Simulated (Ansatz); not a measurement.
## Ligand exchange: C2H5BrSn + HOF → C2H6OSn + BrF

Species: C2H5BrSn `C[CH2][Sn][Br]`, singlet; HOF (hypofluorous acid) `OF`, singlet; C2H6OSn `C[CH2][Sn][OH]`, singlet; BrF (bromine fluoride), singlet. The partners trade Br for OH: Sn–Br and F–OH bonds give way to Sn–OH and F–Br.

Shapes, held fixed at every level: PBE0-D4/def2-TZVP. Flexible molecules stand in one conformer, not always the lowest. Programs: Ansatz 0.2.0. The zero-point and thermal change to 298 K, harmonic and unscaled (PBE0-D4/def2-TZVP), is -2.2 kJ/mol.

```json
{"level": "SPW92/def2-TZVPP", "kind": "LDA", "ΔH(298 K) (kJ/mol)": "-94.7", "less CCSD(T)/def2-TZVPP": "-4.0", "CPU time (sum over the molecules)": "17 s"}
{"level": "PBE-D4/def2-TZVPP", "kind": "GGA", "ΔH(298 K) (kJ/mol)": "-85.6", "less CCSD(T)/def2-TZVPP": "+5.1", "CPU time (sum over the molecules)": "35 s"}
{"level": "r2SCAN-D4/def2-TZVPP", "kind": "meta-GGA", "ΔH(298 K) (kJ/mol)": "-84.9", "less CCSD(T)/def2-TZVPP": "+5.8", "CPU time (sum over the molecules)": "63 s"}
{"level": "B3LYP-D4/def2-TZVPP", "kind": "global hybrid", "ΔH(298 K) (kJ/mol)": "-90.2", "less CCSD(T)/def2-TZVPP": "+0.5", "CPU time (sum over the molecules)": "65 s"}
{"level": "r2SCAN0-D4/def2-TZVPP", "kind": "global hybrid", "ΔH(298 K) (kJ/mol)": "-81.2", "less CCSD(T)/def2-TZVPP": "+9.5", "CPU time (sum over the molecules)": "64 s"}
{"level": "MP2/def2-TZVPP", "kind": "perturbation theory", "ΔH(298 K) (kJ/mol)": "-99.3", "less CCSD(T)/def2-TZVPP": "-8.6", "CPU time (sum over the molecules)": "–"}
{"level": "CCSD/def2-SVP", "kind": "coupled cluster or CI", "ΔH(298 K) (kJ/mol)": "-61.1", "less CCSD(T)/def2-TZVPP": "+29.6", "CPU time (sum over the molecules)": "–"}
{"level": "CCSD(T)/def2-TZVPP", "kind": "coupled cluster or CI", "ΔH(298 K) (kJ/mol)": "-90.7", "less CCSD(T)/def2-TZVPP": "0.0", "CPU time (sum over the molecules)": "26 min"}
```

The highest level, CCSD(T)/def2-TZVPP, gives ΔH(298 K) = -90.7 kJ/mol; the levels span -99.3 to -61.1. The column of differences is taken from that level and isn't an error. No measured value is set beside it here. For atoms past krypton def2 sets carry core potentials with scalar relativity. Relativity is left out for Br unless named. Correlated rows may include outer-core shells of Br, Sn, which these sets cover unevenly. Times are processor times on shared x86 and Arm servers, and rough.

The exchange is clearly exothermic at every level, and the small thermal term shows that the driving force is electronic. Tin stays divalent while the redox change falls on the ligands: bromine goes from the negative end of Sn–Br to the positive end of BrF, and oxygen, bound to fluorine in HOF, gains electron density from tin. The weak O–F bond, strained by lone-pair repulsion between two small, electronegative atoms, is thus traded for a strong, polar Sn–O bond, which probably outweighs the loss of Sn–Br.

The density functionals don't approach the CCSD(T) value steadily with rising rank: LDA lies closer than PBE or r2SCAN, and exact exchange moves r2SCAN0 further away. B3LYP's near agreement may therefore owe something to cancellation. The much weaker exothermicity from CCSD/def2-SVP can't be assigned to missing triples alone, since the basis is smaller too. Nor does a favourable exchange make this the preferred reaction, as a stannylene could instead be oxidised to tetravalent tin by inserting into the O–F bond.
